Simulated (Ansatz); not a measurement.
## Equilibrium of CH6OSi + SiH3Br ⇌ CH8OSi2 + HBr at process temperatures

Gas-phase species: CH6OSi `CO[SiH3]`, singlet; SiH3Br `[SiH3]Br`, singlet; CH8OSi2 `CO[SiH2][SiH3]`, singlet; HBr (hydrogen bromide), singlet. The partners trade H for SiH3: Si–H and Br–SiH3 bonds give way to Si–SiH3 and Br–H.

The electronic reaction energy at CCSD(T)/def2-TZVPP is +90.6 kJ/mol. Shapes: PBE0-D4/def2-TZVP. Flexible molecules stand in one conformer, not always the lowest. Programs: Ansatz 0.2.0. Enthalpy and entropy come from rigid-rotor, harmonic-oscillator sums on unscaled PBE0-D4/def2-TZVP wavenumbers, ideal gases at 1 bar. Symmetry numbers: CH6OSi 1, SiH3Br 3, CH8OSi2 1, HBr 1. R = 8.3145 J/(mol K).

```
T (K)  ΔH (kJ/mol)  ΔS (J/(mol K))
  600        +90.7            +7.8
  800        +92.3           +10.1
 1000            ?               ?
```

Task: Work out ln K at 600 and 800 K, and from these estimate it at 1000 K.

Result: 
1. 600 K: ΔG = +90.7 − 600 × (+7.8)/1000 = +86.0 kJ/mol; ln K = −ΔG/RT = -17.24.
2. 800 K: ΔG = +92.3 − 800 × (+10.1)/1000 = +84.2 kJ/mol; ln K = −ΔG/RT = -12.66.
3. Slope against 1000/T: (-12.66 − (-17.24))/(1.2500 − 1.6667) = -10.99, that is −ΔH/R with ΔH near +91 kJ/mol.
4. 1000 K: ln K = -17.24 + (-10.99) × (1.0000 − 1.6667) = -9.91.

The full sums give ΔH = +93.6 kJ/mol, ΔS = +11.5 J/(mol K), ΔG = +82.1 kJ/mol and ln K = -9.87 at 1000 K, so the line is off by -0.04 in ln K; without rounding the miss is -0.04, from the change of ΔH with temperature. The reactants are favoured over this whole range. An error of 10 kJ/mol in the energy moves ln K by 1.2 at 1000 K. Soft modes are treated as harmonic, which can err either way at these temperatures; the lowest are those of CH6OSi (98 cm⁻¹), CH8OSi2 (72 cm⁻¹). Other conformers aren't counted. Other reactions of these species are left aside. Relativity is left out for Br. Outer-core shells of Br are correlated, in sets that cover them unevenly.

The exchange is strongly endothermic, so heating makes ln K less negative, but it is still -9.87 at 1000 K. The cost lies in the bonds traded. A strong, polar Si–Br bond and a Si–H bond are given up for H–Br and a comparatively weak Si–Si bond. Bromine gains less from bonding to hydrogen than to the more electropositive silicon, and the new Si–Si bond cannot make up the difference.

Entropy offers little help because two gas molecules become two others. Its small positive value probably reflects the loss of the threefold symmetry of SiH3Br and the softer skeletal motions of the disilane, partly offset by the low entropy of HBr. With no change in the number of gas molecules, ideal-gas dilution does not shift the balance either, whereas continuous removal of HBr would. Read backwards, the numbers make cleavage of the Si–Si bond by HBr clearly downhill, though they say nothing about how fast either direction runs.
